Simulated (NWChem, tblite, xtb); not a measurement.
CH5AsS (SMILES CS[AsH2]): methods side by side

CH5AsS: 8 atoms, total charge 0, spin state singlet. SMILES: `CS[AsH2]`. The coordinates come from a PBE0-D4/def2-TZVP relaxation. This is one conformer, not always the lowest.

```
atom    x (Å)    y (Å)    z (Å)
   C  -0.7552   1.1165  -0.4226
   S  -0.2467   0.1104   0.9934
  As   1.0366  -1.3758  -0.0708
   H  -1.3167   0.5295  -1.1489
   H   0.0997   1.5890  -0.9052
   H  -1.4062   1.8943  -0.0207
   H   2.2102  -1.3107   0.8989
   H   0.4705  -2.6102   0.6200
```

Quantity: the dipole moment, in D. The values are calculated.

```json
{"level": "GFN2-xTB", "kind": "semi-empirical", "program": "tblite", "value (D)": "1.53", "CPU time": "under 2 s"}
{"level": "IPEA1-xTB", "kind": "semi-empirical", "program": "tblite", "value (D)": "1.63", "CPU time": "under 2 s"}
{"level": "GFN0-xTB", "kind": "semi-empirical", "program": "xtb", "value (D)": "2.23", "CPU time": "under 2 s"}
{"level": "GFN1-xTB", "kind": "semi-empirical", "program": "xtb", "value (D)": "0.98", "CPU time": "under 2 s"}
{"level": "HF/STO-3G", "kind": "Hartree–Fock", "program": "NWChem", "value (D)": "0.06", "CPU time": "8.7 s"}
{"level": "HF/3-21G", "kind": "Hartree–Fock", "program": "NWChem", "value (D)": "1.68", "CPU time": "10 s"}
{"level": "HF/def2-SVP", "kind": "Hartree–Fock", "program": "NWChem", "value (D)": "1.18", "CPU time": "19 s"}
{"level": "B3LYP/6-31G* (spherical functions)", "kind": "global hybrid", "program": "NWChem", "value (D)": "1.11", "CPU time": "64 s"}
{"level": "B3LYP/6-31G* (Cartesian functions)", "kind": "global hybrid", "program": "NWChem", "value (D)": "1.10", "CPU time": "59 s"}
{"level": "PBE0/def2-SVP", "kind": "global hybrid", "program": "NWChem", "value (D)": "1.05", "CPU time": "33 s"}
```

All-electron rows without a relativistic Hamiltonian named are non-relativistic. The values span 0.06 to 2.23 D. Magnitudes only. Sets without polarisation functions give poor dipoles. Without the sets that lack polarisation functions the rows with a basis span only 1.05 to 1.18 D. Times are those of the runs behind each value, whatever else they computed, on shared processors of several kinds: orders of magnitude only.

With polarised basis sets, Hartree–Fock and the hybrids agree on a modest dipole, between 1.05 and 1.18 D. This fits the bonding: As–H is almost nonpolar, and sulfur draws density from arsenic only moderately, so the lone pairs on S and As probably contribute much of the moment. Because the total is a vector sum of such modest terms, small errors in lone-pair shape or bond polarity can change it strongly. The near-zero HF/STO-3G value therefore suggests accidental cancellation in an inflexible basis, not a nonpolar molecule.

In the def2-SVP basis, PBE0 gives a slightly smaller moment than Hartree–Fock, in line with the usual tendency of electron correlation to reduce charge separation. The tight-binding models scatter far more, and the closeness of GFN1-xTB to the hybrids doesn't by itself show that its charge distribution is better. Nor does the agreement among the polarised sets establish the basis-set limit, since none of them contains the diffuse functions that describe the outer lone-pair density.
